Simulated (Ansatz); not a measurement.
Cs: the change of pressure and energy less free atoms with volume per atom

All results are calculated (Ansatz 0.2.0). Periodic Kohn-Sham DFT of a crystal at fixed atoms; pressure and stress are positive in compression; the energy is the free energy less that of spherical unpolarised free atoms; site moments are those in the method's own spheres, positive along +z.

Cell of the first row (space group Im-3m, No. 229):
```
Cs
1.0
     -2.9608     2.9608     2.9608
      2.9608    -2.9608     2.9608
      2.9608     2.9608    -2.9608
Cs
1
Direct
  0.00000 0.00000 0.00000
```

Settings of every row: method all-electron LAPW; functional LDA; relativity scalar; k mesh 9x9x9; filling fermi-dirac; smearing width 0.05 eV; basis error target 1 meV/atom; nucleus gaussian.

Atom start moment: 0 on all atoms.

Limits: no spin-orbit coupling on heavy atoms.

```
row  volume per atom (Å³)  pressure (GPa)  energy less free atoms (eV/atom)
  1               103.821          -0.172                           -0.9921
  2                106.03          -0.211                           -0.9895
  3               108.239               ?                                 ?
  4               109.344          -0.262                           -0.9846
  5               110.448          -0.278                           -0.9827
  6               111.553          -0.293                           -0.9807
  7               112.657          -0.307                           -0.9787
  8               114.866          -0.333                           -0.9742
  9               117.075          -0.356                           -0.9695
```

Question: what pressure and energy less free atoms should row 3 give?

Worked fit of pressure. Take u = (V_r/V)^(2/3) − 1 with V_r = 111 Å³ an atom, which is twice the finite (Eulerian) strain; such expansions in the strain, on which the Birch-Murnaghan equation of state is built, carry the rest volume and the bulk modulus. The shown rows have u = 0.04558, 0.03101, 0.01007, 0.00333, -0.00331, -0.00983, -0.02257, -0.0349. Least squares give pressure = −0.2855 + 2.227 × u + 5.78 × u² GPa; a straight line predicts inner rows, each left out in turn, worse (root mean square 0.003 against 0.00032 GPa). All shown rows lie on it to the printed digit. The withheld row has u = 0.01693, so the fit gives −0.2855 + 2.227 × (0.01693) + 5.78 × (0.01693)² = -0.246 GPa.

The calculation gave -0.246 GPa. The fit meets it to the printed digit.

Worked fit of energy less free atoms. Take u = (V_r/V)^(2/3) − 1 with V_r = 111 Å³ an atom, which is twice the finite (Eulerian) strain; such expansions in the strain, on which the Birch-Murnaghan equation of state is built, carry the rest volume and the bulk modulus. The shown rows have u = 0.04558, 0.03101, 0.01007, 0.00333, -0.00331, -0.00983, -0.02257, -0.0349. Least squares give energy less free atoms = −0.98174 − 0.2976 × u + 1.535 × u² eV/atom; a straight line predicts inner rows, each left out in turn, worse (root mean square 0.00082 against 3.7e-05 eV/atom). All shown rows lie on it to the printed digit. The withheld row has u = 0.01693, so the fit gives −0.98174 − 0.2976 × (0.01693) + 1.535 × (0.01693)² = -0.9863 eV/atom.

The calculation gave -0.9863 eV/atom. The fit meets it to the printed digit.
